The vibrational heat capacity of a crystal is the energy that the motion of its atoms takes up for each kelvin of warming. The entropy collects this uptake, divided by temperature, from absolute zero upwards, and the free energy is the vibrational energy less temperature times entropy. All three follow here from one set of vibrational frequencies of HfIn₄SiO₆, computed with density functional theory and treated as harmonic at fixed volume. The ten rows are the same crystal and the same frequencies, looked at ten times.

Ansatz 0.2.0, DFT with PBE, scalar-relativistic, PAW, plane waves to 420 eV, no spin polarization: harmonic phonons of HfIn₄SiO₆ (P312, 12 atoms per cell) by linear response at fixed volume. The k mesh is 6×6×4 with Gaussian smearing of 0.1 eV, the q mesh 2×2×1 without LO–TO term. Modes at or below zero frequency are left out; the free energy is vibrational, with zero-point energy.

| temperature (K) | phonon entropy (kB/atom) | phonon free energy (meV/atom) | phonon heat capacity (kB/atom) |
| --- | --- | --- | --- |
| 100 | 1.365 | 46.3 | 1.372 |
| 200 | 2.557 | 29.1 | 2.085 |
| 300 | 3.482 | 3.0 | 2.463 |
| 400 | 4.220 | -30.3 | 2.656 |
| 500 | 4.825 | -69.4 | 2.761 |
| 600 | 5.335 | -113.2 | 2.823 |
| 700 | 5.773 | -161.1 | 2.862 |
| 800 | 6.157 | -212.6 | 2.889 |
| 900 | 6.498 | -267.1 | 2.907 |
| 1000 | 6.805 | -324.5 | 2.921 |

## Two groups of vibrations

A vibration can take up energy only in steps, and the step is larger the higher the frequency. While the thermal energy is much smaller than the step, the vibration is asleep and adds almost nothing to the heat capacity. Once the thermal energy is well above the step, it is fully awake and adds one Boltzmann constant $k_B$. With three vibrations per atom, the heat capacity of a harmonic crystal climbs towards $3\,k_B$ per atom, or about 25 J per kelvin and mole of atoms.

The trend therefore depends on where the frequencies lie. In this crystal they form two nearly equal groups, with almost no vibrations between 220 and 260 cm⁻¹. The soft group is awake early and the hard group late. This suggests replacing each group by a single typical frequency, which is an Einstein model with two members.

A frequency becomes a temperature when its energy step is divided by $k_B$; one cm⁻¹ is about 1.4 K. For a warm crystal the entropy depends on the average logarithm of the frequencies, so the right typical value is the geometric mean of each group. The calculated frequency distribution gives 121.6 K and 629.2 K, rounded here to 120 K and 630 K. These two values come from the frequencies and were not adjusted to the columns of the table.

With $x_s = 120\,\mathrm{K}/T$ for the soft group and $x_h = 630\,\mathrm{K}/T$ for the hard one, the heat capacity $C$ and the entropy $S$, both in $k_B$ per atom, are

$$C = 1.48\,c(x_s) + 1.50\,c(x_h), \qquad S = 1.48\,s(x_s) + 1.50\,s(x_h),$$

$$c(x) = \frac{x^2 e^x}{(e^x-1)^2}, \qquad s(x) = \frac{x}{e^x-1} - \ln(1-e^{-x}).$$

The weights are the numbers of vibrations per atom in each group: 17.76 and 18 per cell, divided by 12 atoms. The soft weight falls short of 1.50 because the calculation leaves out a few vibrations at or below zero frequency. The free energy $F$ needs one more number, the calculated zero-point energy of 51.6 meV per atom, which the vibrations keep even at absolute zero:

$$F = 51.6\,\mathrm{meV} + k_BT\left[1.48\ln(1-e^{-x_s}) + 1.50\ln(1-e^{-x_h})\right].$$

## 100 and 200 K: the soft group does the work

At 100 K the heat capacity is already 1.372 $k_B$ per atom, close to half its final value. In the two-group picture nearly all of this belongs to the soft group; the hard group adds only about 0.1. The crystal is half awake because half of its vibrations are soft.

The row at 200 K shows the full procedure. The ratios are $x_s = 0.6$ and $x_h = 3.15$, and a pocket calculator gives $e^{0.6} = 1.822$ and $e^{3.15} = 23.34$. The entropy and the heat capacity follow as

$$S = 1.48\,(0.730 + 0.796) + 1.50\,(0.141 + 0.044) \approx 2.54,$$

$$C = 1.48 \times 0.971 + 1.50 \times 0.464 \approx 2.13.$$

The table has 2.557 and 2.085, so the entropy is about 1 % low and the heat capacity about 2 % high.

For the free energy, the thermal energy $k_BT$ is 0.0862 meV/K times 200 K, or 17.2 meV. The two logarithms are already at hand from the entropy:

$$F = 51.6 - 17.2\,(1.48 \times 0.796 + 1.50 \times 0.044) \approx 30.2\ \mathrm{meV}.$$

The table gives 29.1 meV per atom. The estimate needs no step that cannot be written on the back of an envelope.

A single typical frequency would not do in this stretch. With one temperature of 276.5 K, the geometric mean over both groups, the entropy at 100 K comes out as 0.75 instead of 1.365 $k_B$ per atom. An average vibration, with $x \approx 2.8$, is about half awake there by the formula for $c$, but it woke only recently and has collected little entropy. The real soft ones woke much earlier and have been collecting ever since. In the cold the distribution of the frequencies matters, and not only their mean.

## 300 to 500 K: the hard group wakes

From 300 to 500 K the heat capacity rises from 2.463 to 2.761 $k_B$ per atom. In the model almost the whole rise comes from the hard group, since the soft one has reached its limit. The curve flattens because fewer and fewer vibrations are left to wake.

The entropy behaves differently, and both groups keep adding to it. A vibration that is fully awake takes up the same energy for each kelvin, but it still spreads over more and more of its energy levels. In this stretch the soft group adds about 0.75 $k_B$ per atom and the hard group about 0.61. A saturated heat capacity therefore does not mean a saturated entropy.

The free energy changes sign between 300 and 400 K. This marks no transition and no limit of stability. It is only the point where temperature times entropy overtakes the vibrational energy, zero-point part included. Whether a phase is favoured depends on the difference between its total free energy and that of its competitors, and the table holds no competitor.

## 600 to 1000 K: logarithms are enough

In the hot rows both ratios are near or below one, and the exponentials can be replaced by short series:

$$c(x) \approx 1 - \frac{x^2}{12}, \qquad s(x) \approx 1 - \ln x + \frac{x^2}{24}.$$

At 800 K the ratios are 0.15 and 0.7875, and the estimate becomes

$$S \approx 1.48\,(1 + 1.897 + 0.001) + 1.50\,(1 + 0.239 + 0.026) \approx 6.19,$$

$$C \approx 1.48\,(1 - 0.002) + 1.50\,(1 - 0.052) \approx 2.90.$$

The table has 6.157 and 2.889. The formula for the free energy gives −212.3 meV per atom, against −212.6 in the table.

The series also shows why the entropy grows ever more slowly. Each doubling of a high temperature adds nearly the same amount, at most $2.98 \ln 2 \approx 2.07\,k_B$ per atom. Between 500 and 1000 K the table gains $6.805 - 4.825 = 1.98$, close to this limit. Between 100 and 200 K it gains much less, because the hard group was still asleep.

Here the single temperature that failed in the cold becomes useful. The entropy is nearly $2.98\,[1 + \ln(T/276.5\,\mathrm{K})]$, which stays within 2 % of the table from 500 K upwards. At 100 K the same line gives a slightly negative entropy, which is impossible for harmonic vibrations. It is a shortcut for furnace temperatures only.

## How good the rule is

Over all ten rows the two-group rule stays within 4 % of the tabulated heat capacity and entropy, and both are worst at 100 K. The free energy is never off by more than about 1.1 meV per atom, but in the hot rows part of this closeness is a cancellation. There the zero-point term and the logarithms of an Einstein model merge into $k_BT\ln x$, so inserting the calculated zero-point energy shifts the estimate up by about 3 meV. The typical frequencies are set slightly too low, as the entropy excess of 0.03 $k_B$ at 1000 K shows, and this pulls the estimate down by a similar amount. A few meV per atom is the safer expectation for another case. The table rests on the same harmonic formula, summed over the full set of frequencies. The agreement therefore shows that two frequencies can stand for the whole set; it is no test of whether the real crystal is harmonic.

The heat capacity comes out too high in every row. In the hot rows theory gives the reason: the shortfall from the limit depends on the mean square of the frequencies, and this always exceeds the square of their geometric mean. The highest vibrations wake later than the typical one, and the rule has forgotten them. At 100 K a similar cause is likely within the soft group, whose upper members are not yet fully awake. The lowest hard vibrations, which wake earlier than their typical one, are expected to offset part of this.

For another crystal the dividing frequency, the two weights, the two temperatures and the zero-point energy must be found anew. The two temperatures alone would give a zero-point energy of 48.4 meV per atom here, about 3 meV too low. It also helps to know what a poor choice of temperature costs. If the soft temperature is 10 % too high, the entropy falls by roughly a tenth of the soft group's heat capacity, or 0.13 to 0.15 $k_B$ per atom. That is about 10 % of the entropy at 100 K but only about 2 % at 1000 K. For the entropy, a rough reading of a frequency plot is therefore good enough in hot conditions, while cold ones call for more care. The free energy is less forgiving in the heat, because there an error in the entropy is multiplied by the temperature.

## Where the range ends

Below 100 K the rule should not be used. An Einstein vibration falls asleep exponentially, whereas the long sound waves of a real crystal have energy steps down to zero and leave a heat capacity that fades as the cube of the temperature. The table has no row there to show how soon the rule breaks down.

At the hot end the weak point is the table itself. About 0.24 vibrations per cell lie at or below zero frequency and were left out. They may signal a real instability of this proposed structure or an error of interpolation. No frequency at the zone centre is imaginary, and the force constants rest on only two independent wave vectors, none of them along the long axis of the cell, so the softest branches are the least certain part of the distribution. If they were real vibrations at 10 cm⁻¹, a value chosen only for illustration, the free energy at 1000 K would be about 7 meV per atom lower. That is several times the largest miss of the rule, so a finer rule would gain little. The interpolation also lacks the long-range electric term, which would raise some polar vibrations if the crystal is an insulator. The computed gap of 0.06 eV is smaller than the smearing width of 0.1 eV, so this run leaves that question open.

An engineer who works at constant pressure should also remember that the volume is fixed here. Thermal expansion normally raises the measured heat capacity above these values, and more so the hotter the crystal. The table contains neither this effect nor any heat taken up by electrons, which could count in the hottest rows, where the thermal energy exceeds the very small computed band gap.

## A neighbouring crystal

Which atoms move in the soft group was not resolved. The heavy indium atoms, with their nearest oxygen atoms as far away as 2.6 Å, are a plausible guess for much of it, but four atoms carry only 12 vibrations against 17.76 soft ones, so hafnium and the oxygen framework must take part too. Consider a related silicate in which light, tightly bound magnesium takes the place of indium, one Mg²⁺ for two In⁺ so that the formal charges balance. Its soft group should be smaller and lie higher, so at 100 K it would be expected to hold less heat and less entropy per atom.

In the hot rows the two crystals would differ in another way. Their heat capacities would nearly meet, since both approach the same limit. Their entropies would stay apart by an almost constant amount, set by the logarithm of the ratio of their typical frequencies. Hence the free energy of a crystal with soft vibrations falls faster with temperature than that of a stiff one, even when their heat capacities look alike.
